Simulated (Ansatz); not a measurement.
# W: pressure and energy change per atom as volume scale varies

All results are calculated (Ansatz 0.2.0). Plane-wave DFT, scalar-relativistic PAW made under PBE with cores redone for the functional, no dispersion; the given relaxed cell is scaled uniformly, energy at zero smearing counts from the unscaled cell, pressure at the given Fermi-Dirac smearing is positive in compression.

The cell before it is scaled or strained (space group Im-3m, No. 229):
```
CELL_PARAMETERS angstrom
-1.59220 1.59220 1.59220
1.59220 -1.59220 1.59220
1.59220 1.59220 -1.59220
ATOMIC_POSITIONS crystal
W 0.00000 0.00000 0.00000
```

Settings of every row: spin polarised no; functional PBE; wave cutoff 420 eV; smearing width 0.1 eV; k mesh 23x23x23.

Atom starting moment: 0 on all atoms.

Limits: all rows lie far from zero pressure; no spin-orbit coupling, which can matter with elements this heavy.

| row | volume scale | V (Å³/atom) | pressure (GPa) | energy change per atom (meV) |
| --- | --- | --- | --- | --- |
| 1 | 0.88 | 14.208 | 50.1 | 270.34 |
| 2 | 0.92 | 14.854 | 29.77 | 110.72 |
| 3 | 0.96 | 15.5 | 13.23 | 25.21 |
| 4 | 1.04 | 16.791 | -11.12 | 23.77 |
| 5 | 1.08 | 17.437 | ? | ? |
| 6 | 1.12 | 18.083 | -27.11 | 182.85 |

Question: what pressure and energy change per atom should row 5 give?

Worked fit of pressure. Take u = (V_r/V)^(2/3) − 1 with V_r = 15.5 Å³ an atom, which is twice the finite (Eulerian) strain; such expansions in the strain, on which the Birch-Murnaghan equation of state is built, carry the rest volume and the bulk modulus. The shown rows have u = 0.05974, 0.02879, 0, -0.05194, -0.09765. Least squares give pressure = 13.276 + 538.63 × u + 1285.5 × u² GPa; a straight line predicts inner rows, each left out in turn, worse (root mean square 3.6 against 0.15 GPa). The rows lie off it by 0.06, -0.08, -0.05, 0.11, -0.05 (root mean square 0.074 GPa). The pressure vanishes at u = -0.0263, or V = 16.13 Å³ an atom, and there the bulk modulus at fixed shape and fractions is B = −V dP/dV = (2/3)(1 + u) dP/du = 306 GPa. The withheld row has u = -0.0755, so the fit gives 13.276 + 538.63 × (-0.0755) + 1285.5 × (-0.0755)² = -20.06 GPa.

The calculation gave -19.96 GPa. The fit lies 0.10 GPa (0.13 % of the column's range) below it; its largest miss of a shown row is 0.11 GPa.

Worked fit of energy change per atom. Take u = (V_r/V)^(2/3) − 1 with V_r = 15.5 Å³ an atom, which is twice the finite (Eulerian) strain; such expansions in the strain, on which the Birch-Murnaghan equation of state is built, carry the rest volume and the bulk modulus. The shown rows have u = 0.05974, 0.02879, 0, -0.05194, -0.09765. Least squares give energy change per atom = 25.487 + 1927.6 × u + 36267 × u² meV; a straight line predicts inner rows, each left out in turn, worse (root mean square 100 against 0.72 meV). The rows lie off it by 0.27, -0.32, -0.28, 0.56, -0.23 (root mean square 0.35 meV). Its lowest point lies at u = -0.0266, or V = 16.14 Å³ an atom, and the curvature there gives the bulk modulus at fixed shape and fractions, B = (4/9)(1 + u)² E″(u)/V = 303 GPa. The withheld row has u = -0.0755, so the fit gives 25.487 + 1927.6 × (-0.0755) + 36267 × (-0.0755)² = 86.68 meV.

The calculation gave 87.25 meV. The fit lies 0.57 meV (0.23 % of the column's range) below it; its largest miss of a shown row is 0.56 meV.
